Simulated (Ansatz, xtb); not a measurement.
Relative energy of two structures of FHOSiZn

Structure I: a singlet given by its coordinates. Structure II: a singlet given by its coordinates. Both are isolated molecules in the gas phase, relaxed with PBE-D3(BJ)/def2-SVP.

I (Å):

```xyz
5

F    -1.4341    0.9090    1.3224
O     0.1114    1.5541   -0.6462
Si   -1.3558    0.7838   -0.3385
Zn   -0.6024   -1.9130   -0.4695
H     0.5989    1.8715    0.1400
```

Close contacts (Å): F1–Si3 1.67, O2–Si3 1.69, Si3–Zn4 2.80, O2–H5 0.98.

II (Å):

```xyz
5

F    -1.2341    0.3480    0.3757
O     0.7826    1.7397   -0.1101
Si   -0.6883    1.9727    0.5821
Zn    0.9296   -0.0334   -0.6531
H     1.3124   -1.4069   -1.1887
```

Close contacts (Å): F1–Si3 1.73, O2–Si3 1.64, O2–Zn4 1.86, Si3–Zn4 2.86, Zn4–H5 1.52.

Energies in hartree; the thermal terms are from PBE-D3(BJ)/def2-SVP harmonic frequencies (ideal gas, rigid rotor, one conformer each, 298.15 K, 1 atm) and include the zero-point energy:

```
                                I            II
E, CCSD(T)/def2-TZVP  −2243.006458  −2243.026661
   zero-point energy      0.016159      0.012585
        H(298 K) − E      0.023063      0.019022
        G(298 K) − E     −0.015549     −0.017492
```

Task: Work out ΔE, ΔE₀, ΔH and ΔG for I → II in kJ/mol (1 Eh = 2625.50 kJ/mol) and the equilibrium ratio [II]/[I].

Result: 1. ΔE = −2243.026661 − (−2243.006458) = −0.020203 Eh = −53.04 kJ/mol.
2. ΔE₀ = ΔE + ΔZPE = −0.020203 + (−0.003574) Eh = −62.43 kJ/mol.
3. ΔH = ΔE + (−0.004041) Eh = −63.65 kJ/mol.
4. ΔG = ΔE + (−0.001943) Eh = −58.14 kJ/mol, so ΔS = (ΔH − ΔG)/T = −18.5 J/(mol K).
5. kT = 0.9442 mEh, so K = [II]/[I] = exp(−ΔG/kT) = exp(+23.46) ≈ 1.5 × 10^10.

Structure II is favoured at this temperature. An error of 4 kJ/mol in ΔG would change K by a factor of 5. Mirror images and further conformers aren't counted.

Other levels gave ΔE = −50.2 (PBE-D3(BJ)/def2-SVP); −53.6 (HF/def2-TZVP); −66.5 (MP2/def2-TZVP) kJ/mol. The correlated steps freeze 12 core orbitals; the last core shell of Zn is correlated, in a basis made for valence electrons. Programs: Ansatz 0.2.0.

Structure II lies lower because zinc has formally inserted into the O–H bond. In I the long Si–Zn contact suggests an almost intact fluoro(hydroxy)silylene loosely holding a zinc atom, whose filled 4s shell makes it a poor partner. In II zinc is formally Zn(II), with a polar Zn–O bond and a covalent Zn–H bond that together outweigh the loss of the strong O–H bond. The silicon remains a divalent, silylene-like centre in both.

Vibration adds to the preference, since a stiff O–H stretch gives way to a much softer Zn–H stretch, lowering the zero-point energy. Entropy works slightly the other way, probably because the loose motion of zinc against the silylene in I is lost. Hartree–Fock already gives nearly the coupled-cluster energy difference, so the ordering doesn't depend on a large net correlation contribution. The equilibrium ratio says nothing about the rate: breaking the O–H bond may involve a considerable barrier, and I could persist despite being higher in energy.
